Dear colleague,

Three vibrations of C6H5D have exactly the harmonic frequencies they have in C6H6, and each of the other 27 is confined to a window set by the benzene spectrum. Both statements follow from symmetry and a count of dimensions, with no knowledge of the force field. Here is the argument, with its limits and a worked case.

1. Premises and conventions

(P1) Born–Oppenheimer separation: the nuclei move on a potential surface that does not depend on their masses, so the equilibrium geometry and the force constants are common to both isotopologues.
(P2) Harmonic motion about a true minimum of a nonlinear N-atom molecule.
(P3) One atom, a, changes its mass from m to m′ > m, and m′ differs from the mass of every atom equivalent to a.

Primes mark the heavier molecule, ᵀ is the transpose, λ = ω², and I quote ħω in meV. Frequencies are numbered upward within a symmetry species, ω_1 ≤ ω_2 ≤ … ≤ ω_n.

Let x be the 3N Cartesian displacements, M the diagonal mass matrix, and s = Bx a nonredundant set of 3N − 6 internal coordinates to first order. B depends on the geometry alone. By (P2), V = ½ sᵀFs with F positive definite, and the Cartesian Hessian is K = BᵀFB. Newton's equation M ẍ = −BᵀFs, multiplied by BM⁻¹, gives

s̈ = −GFs, with G = BM⁻¹Bᵀ. (1)

This is Wilson's GF form, and the λ are the eigenvalues of GF. With F^½ the positive square root of F, the matrix F^½(GF)F^(−½) has the same eigenvalues and is symmetric:

A = F^½ G F^½. (2)

By (P1), B and F are shared, so the substitution enters through G only.

2. The common subgroup and correlation

An operation R of the parent point group P permutes equivalent atoms and rotates their displacements. Call its matrices D_x(R) on x and D_s(R) on s, with s chosen so that D_s is orthogonal. A distortion and its image are described consistently when D_s B = B D_x. F commutes with every D_s(R) because V is invariant, and so does F^½, which is a polynomial in F. G commutes with D_s(R) whenever M commutes with D_x(R), since then D_s G D_sᵀ = B D_x M⁻¹ D_xᵀ Bᵀ = G. For M this holds for all of P. For M′ it holds, by (P3), just for those R that leave atom a in place. They form the site group Q of that atom, of order q, and Q is the point group of the substituted molecule.

A and A′ both commute with Q. In coordinates adapted to Q, Schur's lemma makes both block diagonal: a species μ of dimension d_μ that occurs n_μ times gives d_μ identical blocks of size n_μ, one for each partner row. I keep one block per species. (For complex species read Hermitian conjugates for transposes.)

A parent level of species Γ is an invariant space of P, hence of Q, and it contains μ

n(μ|Γ) = (1/q) Σ_{R in Q} χ_μ(R)* χ_Γ(R) (3)

times. This is subduction. The frequency of the level enters the list of block μ n(μ|Γ) times. The eigenvalues of a block move continuously as the mass goes from m to m′ and the block keeps its size, so each parent level passes into levels of the species that (3) names. All comparisons below are between the parent list and the daughter list of one species of Q.

3. The change of G and its rank

Split B into groups of three columns B_b, one group per atom, so that G = Σ_b B_b B_bᵀ/m_b. Only one term changes:

G − G′ = δ B_a B_aᵀ, δ = 1/m − 1/m′ > 0. (4)

For any vector v, vᵀ(G − G′)v = δ|B_aᵀv|² ≥ 0, so the difference is positive semidefinite, of rank at most 3.

Symmetry distributes this rank. Every R in Q maps the displacement of atom a onto itself by the 3×3 vector matrix D_v(R), so D_s B_a = B_a D_v on Q. Let μ occur r_μ times in this vector representation. By Schur's lemma a map that commutes with the group connects only like partner rows of like species. The part of B_a that reaches block μ is therefore an n_μ × r_μ matrix b, and inside the block, with C = F^½ b and r = r_μ,

A′ = A − δ CCᵀ. (5)

CCᵀ has rank at most r, because C has r columns. Note that r counts occurrences of the species, not dimensions.

4. Interlacing

Two elementary facts suffice. First, a unit vector y in the span of the eigenvectors j to l of a symmetric matrix has yᵀAy = Σ c_i² λ_i with Σ c_i² = 1, so λ_j ≤ yᵀAy ≤ λ_l. Second, two subspaces of an n-dimensional space with dimensions p1 and p2 meet in a subspace of dimension at least p1 + p2 − n.

Upper bound. Take the span of eigenvectors 1 to k of A (dimension k) and the span of eigenvectors k to n of A′ (dimension n − k + 1). The dimensions add to n + 1, so a unit vector y lies in both. Then

λ′_k ≤ yᵀA′y = yᵀAy − δ|Cᵀy|² ≤ yᵀAy ≤ λ_k.

Lower bound, for k > r. The vectors with Cᵀy = 0 obey r linear conditions and fill at least n − r dimensions. They meet the span of eigenvectors 1 to k of A′ in at least k − r dimensions. The span of eigenvectors k − r to n of A has dimension n − k + r + 1. The sum is again at least n + 1, so a unit vector y lies in all three spaces. On it the last term of (5) vanishes:

λ_(k−r) ≤ yᵀAy = yᵀA′y ≤ λ′_k.

All λ are positive, so taking roots preserves the order:

ω_(k−r) ≤ ω′_k ≤ ω_k. (6)

For k ≤ r the left side does not exist, but another bound holds for every k. From the sum over atoms, G′ − (m/m′)G = (1 − m/m′) Σ_{b≠a} B_b B_bᵀ/m_b is semidefinite, and the upper-bound argument applied to the pair (m/m′)A and A′ gives

ω′_k ≥ ω_k √(m/m′). (7)

Three consequences follow. If r = 0, then A′ = A in that block: frequencies and eigenvectors are unchanged, because atom a cannot move in such a mode. If a parent frequency stands p > r times in one list, at positions k to k + p − 1, then (6) pins ω′ to it at positions k + r to k + p − 1, so p − r copies survive. And for a lighter atom the primed and unprimed lists change places. For a degenerate case take ¹³C at the centre of methane: Q is all of Td, the vector representation is t2 once, so r = 1 for t2 and the a1 and e modes stay put.

5. The case r = 1 in closed form

Now C is a single vector c. With y_j the unit eigenvectors of A, the identity det(X − δccᵀ) = det X · (1 − δ cᵀX⁻¹c) for X = A − λ gives

det(A′ − λ) = Π_j (λ_j − λ) · [1 − δ Σ_j (c·y_j)²/(λ_j − λ)]. (8)

The numerators have a plain meaning. The Cartesian vector x_j = M⁻¹BᵀF^½ y_j/√λ_j obeys M⁻¹K x_j = M⁻¹BᵀF^½ A y_j/√λ_j = λ_j x_j and x_jᵀM x_j = y_jᵀA y_j/λ_j = 1, so it is the mass-normalised parent mode. Its component on the one displacement of atom a that belongs to the block is ξ_j = (c·y_j)/(m√λ_j). Define w_j = m ξ_j², the share of the kinetic energy of mode j carried by that displacement. Then δ(c·y_j)² = (1 − m/m′) w_j λ_j, and the shifted roots obey

f(λ) = Σ_j w_j λ_j/(λ_j − λ) = κ, κ = m′/(m′ − m). (9)

Each term rises with λ, so f climbs from −∞ to +∞ between neighbouring poles and crosses κ once. Below the first pole it starts at f(0) = Σ w_j. The vibrations together with the translations and rotations of the species form a complete orthonormal set in mass-weighted space, so Σ w_j = 1 − w_0 ≤ 1 < κ, with w_0 the share of the rigid motions, and one root lies below the first pole. When all w_j differ from zero and the λ_j are distinct, (6) is strict. A mode with w_j = 0 contributes no pole, and (8) leaves λ_j as a root. Setting λ = 0 in (8),

Π λ′_j/λ_j = 1 − (1 − w_0)/κ = (m/m′)[1 + w_0 (m′ − m)/m], (10)

which depends on masses and geometry only.

6. Benzene to C6H5D

In D6h let C2′ and σv pass through atoms and let σh be the ring plane. The operations that fix one hydrogen are E, the C2′ through it, the σv that contains this axis, and σh, so Q = C2v. I follow Mulliken's convention for planar C2v molecules: z along C–D, x normal to the ring. Then σv is σ(xz), σh is σ(yz), b1 is out of plane and b2 in plane.

An unmoved atom contributes 3, −1, 1, 1 to the characters of E, C2′, σv, σh. There are 12, 4, 4, 12 unmoved atoms, so the Cartesian characters are 36, −4, 4, 12. No other class of D6h leaves an atom in place. The classes C2′ and σv have three members each, so a species Γ of D6h occurs [36χ(E) − 12χ(C2′) + 12χ(σv) + 12χ(σh)]/24 times. The table gives the four characters, the number of vibrations after removal of the translations (a2u, e1u) and rotations (a2g, e1g), and the result of (3).

Γ     χ(E, C2′, σv, σh)   vibrations   C2v
a1g   1, 1, 1, 1          2            a1
a2g   1, −1, −1, 1        1            b2
b2g   1, −1, 1, −1        2            b1
e1g   2, 0, 0, −2         1            a2 + b1
e2g   2, 0, 0, 2          4            a1 + b2
a2u   1, −1, 1, −1        1            b1
b1u   1, 1, 1, 1          2            a1
b2u   1, −1, −1, 1        2            b2
e1u   2, 0, 0, 2          3            a1 + b2
e2u   2, 0, 0, −2         2            a2 + b1

The species a1u and b1g (1, 1, −1, −1) do not occur. Summing gives 11a1 + 3a2 + 6b1 + 10b2. Direct reduction of 36, −4, 4, 12 in C2v gives 12a1 + 4a2 + 8b1 + 12b2, and removing the translations (a1, b1, b2) and rotations (Rz a2, Ry b1, Rx b2) leaves the same list.

The displacements z, x, y of the deuteron span a1 + b1 + b2. So r = 1 in a1, b1 and b2, and r = 0 in a2. The three a2 modes, one partner of the e1g level and one of each e2u level, keep their frequencies. Number the CH groups n = 0 to 5 from the substituted one, at angles φ_n = n·60°. The a2 modes are out-of-plane patterns sin φ_n (e1g) and sin 2φ_n (e2u), with nodes at n = 0 and n = 3. All four atoms on the z axis are at rest, so 1,4-C6H4D2, or ¹³C at either axial carbon, has the same three frequencies.

The C–H stretches (a1g, b1u, e2g, e1u) supply four a1 and two b2 entries at the top of their lists. In a1 they are k = 8 to 11. By (6), ω′_9, ω′_10 and ω′_11 are trapped between consecutive stretch frequencies of benzene, and only ω′_8 may fall into the gap above ω_7. That is the single C–D stretch.

On seeing the a2 modes: in C2v they are infrared forbidden, since x, y, z span b1, b2, a1, and Raman allowed through α_xy. But their Cartesian patterns are those of the parent, and under (P1) the polarizability surface does not depend on mass. With α linear in the displacements, the two modes of e2u origin keep the zero derivative that u parity imposes in benzene. Only the mode of e1g origin should give a Raman fundamental at this order. For the other two you need neutron scattering, overtones or combination bands.

7. Range of validity

Equations (6), (7), (9) and (10) are exact under (P1) to (P3) for any force field, and they concern harmonic frequencies, not observed fundamentals. They compare lists within one species of Q: levels of different species may pass one another, and the index k gives an order, not a description of the motion. For several substituted atoms Q is the subgroup that preserves the mass pattern, and r counts the species in all their displacements, provided all become heavier. If some become lighter, G − G′ is indefinite and (6) fails. A chemical substituent changes B and F, so only the correlation (3) survives. A crystal site or a solvent cage of lower symmetry reduces Q and can give the former a2 modes a nonzero weight on the deuteron.

The neglected terms set how well "unshifted" can hold. Take a typical anharmonic correction of about 2 per cent, or 2.4 meV on a 120 meV mode. An a2 fundamental feels the substitution through the zero-point motion of the other modes. The mean-square amplitude ħ/(2mω) of a local hydrogen oscillator scales as m^(−½), so it drops by the fraction 1 − √(m/m′) = 0.29, on one CH group in six. This gives 2.4 × 0.29/6 ≈ 0.1 meV, as a scale estimate only. A Fermi resonance present in one isotopologue alone can exceed it. Corrections to (P1) have the relative order m_e/m_H = 5.4×10⁻⁴, or about 0.07 meV at 120 meV. At 300 K, k_BT = 25.9 meV and each component of a 49 meV mode has the Boltzmann factor 0.15, so hot bands distort the contours and you should cool the sample before comparing band centres.

8. Numerical illustration: the out-of-plane modes

As inputs I take typical, rounded energies of the benzene fundamentals and treat them as harmonic: e2u 49 and 120, a2u 83, b2g 88 and 123, e1g 105 meV. The masses are 1.0078 u (H), 2.0141 u (D) and 12 u (C), so κ = 2.0015. Approximate distances from the ring centre are R_C = 1.40 Å and R_H = 2.48 Å.

The b1 patterns are cos(jφ_n) with j = 0 (a2u), 1 (e1g), 2 (e2u), 3 (b2g). The sum of cos²(jφ_n) over the ring is 6 for j = 0, 3 and 3 for j = 1, 2, so site n = 0 holds the fraction 1/6 or 1/3 of a pattern. Each j has one carbon and one hydrogen pattern, hence two modes whose hydrogen shares add to 1, and w is the hydrogen share times the site fraction.

For j = 0 one mode is the translation, with hydrogen share m_H/(m_H + m_C), so the vibration has m_C/(m_H + m_C) = 0.9225. For j = 1 one mode is the rotation Ry, with displacement proportional to R, so the vibration has m_C R_C²/(m_C R_C² + m_H R_H²) = 0.7914. For j = 2 and 3 the shares depend on the force field. I assume 0.30 for the lower e2u mode and 0.25 for the lower b2g mode, chosen to be of the size that typical C6D6 shifts suggest. Solving (9) in each interval:

k   parent   ħω (meV)   w        window (meV)   ħω′ (meV)   drop (meV)
1   e2u      49         0.1000   34.7 to 49     46.4        2.6
2   a2u      83         0.1538   49 to 83       74.7        8.3
3   b2g      88         0.0417   83 to 88       87.1        0.9
4   e1g      105        0.2638   88 to 105      96.5        8.5
5   e2u      120        0.2333   105 to 120     114.6       5.4
6   b2g      123        0.1250   120 to 123     122.2       0.8

The windows are those of (6), with (7) for k = 1, and every root lies inside its own. The decimal serves to show the interlacing, since the inputs are rounded to 1 meV. Lowering the assumed e2u share from 0.30 to 0.25 moves the lowest root to 46.8 meV and its drop to 2.2 meV, while the windows do not move.

The weights add to 0.9176, so w_0 = 0.0824. This is m_H/M_tot = 0.0129 from the translation plus m_H R_H²/I_y = 0.0695 from the rotation, with M_tot = 6(m_C + m_H) and I_y = 3(m_C R_C² + m_H R_H²). Equation (10) gives 0.542 for the product of the λ′/λ, or 0.736 for the product of the six frequency ratios, whatever shares are assumed. It is the Teller–Redlich product rule: about the shifted centre of mass I′_y = I_y + (m′ − m)R_H² M_tot/M′_tot, so (M′_tot/M_tot)(I′_y/I_y) = 1 + (m′ − m)(1/M_tot + R_H²/I_y), which is the bracket of (10).

The a2 block is untouched: 49, 105 and 120 meV. Pairing levels by their order k, the three degenerate out-of-plane levels split into a fixed a2 component and a lowered b1 component, by 2.6, 8.5 and 5.4 meV. These splittings are the model's, resting on inputs chosen to reproduce typical benzene behaviour, and they are far larger than the 0.1 meV scale on which anharmonicity can move the a2 components.